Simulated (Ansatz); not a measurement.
# Y: energy change per atom and pressure as volume scale varies

Plane-wave DFT, scalar-relativistic PAW made under PBE with cores redone for the functional, no dispersion; the given relaxed cell is scaled uniformly, energy at zero smearing counts from the unscaled cell, pressure at the given Fermi-Dirac smearing is positive in compression. The results are calculated, by Ansatz 0.2.0.

The cell before it is scaled or strained (space group P6/mmm, No. 191):
```
cell vectors (Å)
   5.6852     0.0000     0.0000
  -2.8426     4.9235     0.0000
   0.0000     0.0000     3.5463
atoms (fractions of the cell vectors)
Y   0.00000  0.00000  0.00000
Y   0.33333  0.66667  0.50000
Y   0.66667  0.33333  0.50000
```

Settings of every row: spin polarised no; functional r2SCAN; wave cutoff 500 eV; smearing width 0.1 eV; k mesh 7x7x10.

Atom starting moment: 0 on all atoms.

Limits: the cell comes from a prototype or a list of computed structures and needn't be the stable phase.

```
row  volume scale  V (Å³/atom)  energy change per atom (meV)  pressure (GPa)
  1          0.88       29.118                         66.28            6.07
  2          0.92       30.441                         27.34            3.72
  3          0.96       31.765                             ?               ?
  4          1.04       34.412                           6.8           -1.43
  5          1.08       35.735                         24.66           -2.68
  6          1.12       37.059                         52.01           -3.73
```

Question: what energy change per atom and pressure should row 3 give?

Worked fit of energy change per atom. Take u = (V_r/V)^(2/3) − 1 with V_r = 34.412 Å³ an atom, which is twice the finite (Eulerian) strain; such expansions in the strain, on which the Birch-Murnaghan equation of state is built, carry the rest volume and the bulk modulus. The shown rows have u = 0.1178, 0.08518, 0, -0.02484, -0.0482. Least squares give energy change per atom = 7.23 − 505.246 × u + 8582.01 × u² meV; a straight line predicts inner rows, each left out in turn, worse (root mean square 24 against 1.2 meV). The rows lie off it by -0.52, 0.88, -0.43, -0.42, 0.49 (root mean square 0.57 meV). The withheld row has u = 0.05481, so the fit gives 7.23 − 505.246 × (0.05481) + 8582.01 × (0.05481)² = 5.32 meV.

The calculation gave 6.12 meV. The fit lies 0.80 meV (13 % of the value, 1.3 % of the column's range) below it; its largest miss of a shown row is 0.88 meV.

Worked fit of pressure. Take u = (V_r/V)^(2/3) − 1 with V_r = 34.412 Å³ an atom, which is twice the finite (Eulerian) strain; such expansions in the strain, on which the Birch-Murnaghan equation of state is built, carry the rest volume and the bulk modulus. The shown rows have u = 0.1178, 0.08518, 0, -0.02484, -0.0482. Least squares give pressure = −1.435 + 52.309 × u + 96.69 × u² GPa; a straight line predicts inner rows, each left out in turn, worse (root mean square 0.27 against 0.0084 GPa). The rows lie off it by 0.00, 0.00, 0.01, -0.01, 0.00. The pressure vanishes at u = 0.0262, or V = 33.1 Å³ an atom, and there the bulk modulus at fixed shape and fractions is B = −V dP/dV = (2/3)(1 + u) dP/du = 39.2 GPa. Letting shape and atoms relax would as a rule lower it, by much in layered, chain or molecular crystals. The withheld row has u = 0.05481, so the fit gives −1.435 + 52.309 × (0.05481) + 96.69 × (0.05481)² = 1.72 GPa.

The calculation gave 1.72 GPa. The fit meets it to the printed digit.
